# Placing three orbitals of gallium nitride by symmetry

A Wannier calculation turns the spread-out electron waves of a crystal into localised orbitals, each with a centre and a size. Engineers meet these lists when a small tight-binding model is built for transport or for an interface. In the list below for wurtzite GaN, three rows are open. Where do these functions sit, how large are they, and can their sizes be read as a measure of bonding?

Wannier functions of wurtzite GaN (a = 3.18 Å, c = 5.166 Å), computed with Wannier90 3.1.0 from 18 bands on a 4×4×4 k mesh. The underlying GPAW 26.7.0 calculation used the BEEF-vdW functional, PAW data sets (gpaw-data 1.2.1), a plane-wave cutoff of 800 eV and a 10×10×5 k mesh, without spin polarisation or spin–orbit coupling.

```
row  function a (fractional)  function b (fractional)  function c (fractional)  function spread (angstrom^2)
  1                    0.813                    0.187                    0.547                         1.120
  2                    0.813                    0.625                    0.547                         1.119
  3                    0.667                    0.333                    0.340                         1.127
  4                    0.375                    0.187                    0.547                         1.120
  5                    0.187                    0.813                    0.047                         1.120
  6                        ?                        ?                        ?                             ?
  7                    0.333                    0.667                   -0.160                         1.127
  8                        ?                        ?                        ?                             ?
  9                    0.610                    0.222                    0.834                         0.530
 10                    0.728                    0.458                    0.843                         0.524
 11                    0.662                    0.325                    0.949                         0.524
 12                        ?                        ?                        ?                             ?
 13                    0.390                    0.778                    0.334                         0.530
 14                    0.272                    0.542                    0.343                         0.524
 15                    0.338                    0.675                    0.449                         0.524
 16                    0.333                    0.671                    0.373                         0.700
```

The columns function a, function b and function c give the centre of each orbital as fractions of the three cell edges, the third along the hexagonal axis. Function spread is the mean square distance of the electron density from that centre, in Å². A small spread means a compact orbital.

## Which atom owns which row

Ideal wurtzite has Ga at (2/3, 1/3, 1/2) and (1/3, 2/3, 0), with a N atom 3/8 of the cell height above each. Held against this pattern, the known rows among 1–4 and 5–8 surround the two Ga atoms, and those among 9–12 and 13–16 the two N atoms. If the open rows complete these groups, each atom has four functions, as many as it has s and p orbitals in its valence shell. The task is to find one rule that carries the functions of one atom to those of its twin.

## The rule that links the twins

The two Ga atoms are equivalent, and so are the two N atoms. A half-turn about the hexagonal axis, followed by a shift of half a cell height, carries one onto the other. In the table's coordinates this means that a becomes 1 − a, b becomes 1 − b, and c changes by one half. The size of the orbital stays the same.

The crystal obeys this rule, but its Wannier functions need not. Many sets of localised orbitals describe the same electron states, and the numerical search for the most compact set may settle on different choices at two equivalent atoms. The known rows must therefore show whether the rule survived. Five complete pairs are at hand (1 and 5, 3 and 7, 9 and 13, 10 and 14, 11 and 15), and they obey it to the last printed digit.

The order of the rows needs separate care. A glide plane of the crystal, which swaps a and b and shifts c by one half, also carries row 1 to row 5. It would exchange the forecasts for rows 6 and 8. Applied to row 10, however, it gives a = 0.458, whereas row 14 has 0.272. The half-turn fits both pairs and is the better guide.

## What kind of orbital sits on nitrogen

Two limiting cases help here. A pure s orbital and a pure p orbital are both balanced about their atom, so their centres lie on the nucleus. A mixture of the two is lopsided: the waves add on one side and cancel on the other, and the centre moves off the atom. A large distance from the atom therefore points to mixing between s and p.

On N, the known functions other than row 16 lie about 0.38 Å from the nucleus. Around each N atom three such directions lie in one plane containing the hexagonal axis, roughly 120° apart. This is the pattern of sp² hybrids, three equal mixtures of one s and two p orbitals. Row 16 sits almost on its atom, as the p orbital left over from such a set should. Its mean energy in this run, about 4 eV above those of the other three functions on that atom, fits an orbital with no share of the low-lying s state.

These are not four equivalent orbitals pointing along the bonds. Row 15, for instance, lies above its N atom, while the Ga neighbour on the same vertical line lies below. The sp²-plus-p choice also breaks the threefold symmetry of the N site, since a turn by 120° would give a different plane. The search has thus kept one symmetry of the crystal and broken another.

A possible reason is the starting guess. A half-turn leaves an s orbital as it is and at most reverses the sign of a p orbital that points along or across the axis. If both N atoms began with the same s and p orbitals, the search would treat them alike. A turn by 120° mixes the p orbitals and offers no such protection. The start itself has not been examined, so this remains a guess.

## The forecasts

Row 6 follows from row 2, row 8 from row 4, and row 12 from row 16. For row 6 the steps are 1 − 0.813 = 0.187 for a, 1 − 0.625 = 0.375 for b, and 0.547 − 0.5 = 0.047 for c. The other two go the same way, except that row 12 lies in the upper half of the cell, so one half is added to c.

- Row 6: centre (0.187, 0.375, 0.047), spread 1.119 Å².
- Row 8: centre (0.625, 0.813, 0.047), spread 1.120 Å².
- Row 12: centre (0.667, 0.329, 0.873), almost on N, spread 0.700 Å², the largest of its N set.

Each number carries an error bar of ±0.002, as a fraction of the cell edge or in Å². The known pairs agree more closely than that. The margin allows for the fact that the step which selects the electron states, called disentanglement, stopped before it had converged. The larger risk is an exchange of rows 6 and 8, because symmetry fixes the set of functions and not their numbering. A shift by a whole cell would be harmless, since it describes the same orbital in the next cell.

The withheld rows as computed:

```
row  function a (fractional)  function b (fractional)  function c (fractional)  function spread (angstrom^2)
  6                    0.187                    0.375                    0.047                         1.119
  8                    0.625                    0.813                    0.047                         1.120
 12                    0.667                    0.329                    0.873                         0.700
```

## How the forecasts fared

All twelve numbers agree with the computed ones to the last printed digit, and rows 6 and 8 are not exchanged. The half-turn therefore holds for the whole list. Its success shows that the search treated equivalent atoms alike. It does not show that the search had finished, because an error shared by both twins passes this test unseen.

A cruder picture shows what exact symmetry adds. It replaces the functions by ideal hybrids: four tetrahedral ones on each Ga, and three in a plane plus one p orbital on each N. Two lengths, one for Ga and one for N, were fitted by least squares to the displacements along b in the thirteen known rows. The typical misfit is 0.005 of the cell edge. For row 12, which was not in the fit, the picture puts the function exactly on N and misses b by 0.004, an offset that the half-turn copies from row 16.

## Why the p-like function looks larger

Rows 12 and 16 have a spread of 0.700 Å², against about 0.53 Å² for the other N functions. It is tempting to read this as an orbital that reaches farther out, or as a weaker bond. The definition of the spread points elsewhere. It measures size about the orbital's own centre, and the hybrids have moved their centres.

To compare them fairly, one measures every orbital from the nucleus. The mean square distance from the nucleus equals the spread plus the square of the centre's displacement. For the displaced functions the mean squared displacement is 0.144 Å², with lengths taken from an ideal wurtzite cell of the stated volume. The sum is 0.526 + 0.144 = 0.670 Å², close to the 0.700 Å² of the function that stays on the atom.

So about five sixths of the gap comes from where the centre lies, and only a small part from a real difference in extent. The orbitals reach almost equally far from N. Here, mixing in s character makes a function look compact mainly because it becomes one-sided.

The same reasoning shows how little is at stake between the set found here and four equivalent sp³ hybrids. Let D be the distance by which an equal mixture of one s and one p orbital moves the centre off the atom. For pure s and p orbitals on one atom, the squared displacements add up to 8/3 D² for sp² plus p and to 3 D² for sp³. The total spread falls by the difference, D²/3. Since one sp² hybrid has a squared displacement of 8/9 D², this is 3/8 of 0.144 Å², or roughly 0.05 Å².

The four functions on one N atom have a total spread of 0.530 + 0.524 + 0.524 + 0.700 = 2.278 Å², so the gain would be around two per cent. That is an order of magnitude only, because the real functions also reach onto neighbouring atoms. In this one-atom picture the sp²-plus-p set is a level point of the total spread, not a true minimum. Mixing a little of the p orbital into a hybrid changes nothing at first order, because the two point at right angles. A search that follows the slope can therefore stall there. Whether a more compact set exists for this run is untested.

## Why the gallium functions point backwards

The Ga functions have centres about 0.84 Å from their atom, each opposite one of the atom's four bonds. Row 5 lies almost exactly opposite one Ga–N bond. Row 7 lies below its Ga atom, while the N neighbour on the same vertical line lies above.

Electron counting makes this plausible. This run counts sixteen valence electrons, the s and p electrons of two GaN units, and keeps the Ga 3d electrons in the core. The sixteen fill eight bands, half as many as there are functions. The filled states lean towards N, the more electronegative atom, so the Ga functions would describe largely the empty, antibonding states. The mean energies of the functions in this run fit that reading: every Ga function lies more than 5 eV above every N function. Wannier functions must also be orthogonal, that is, free of net overlap with one another. With the bond region already taken by the N functions, the Ga functions are pushed to the far side. This is an argument from bonding theory, and the centres agree with it.

## What to do with such a list

**Compare equivalent atoms first.** The test needs only the centres, the spreads and the space group. A pair that disagrees reveals that the search has treated twins differently, and a model built on it may carry a false asymmetry, above all once its smaller terms are cut. Zinc-blende GaN has only one Ga and one N atom in its primitive cell, so there the comparison must be made among the functions of a single atom, by rotation.

**Do not rank bonds by spread.** Look at the centre first, and add its squared displacement from the nucleus before comparing functions on one atom. In this list the wider N function reflects a choice of orbitals, while the four bonds around N remain nearly equal in length.

**Converge before using the model.** The disentanglement should be run to convergence, and the bands of the model laid over directly computed ones. Spreads also depend on the mesh used for the Wannier step, here 4×4×4, so a denser mesh is a useful second test. If four equivalent hybrids are wanted on N, start from sp³ hybrids that point along the bonds and compare the total spread with that of the present set.
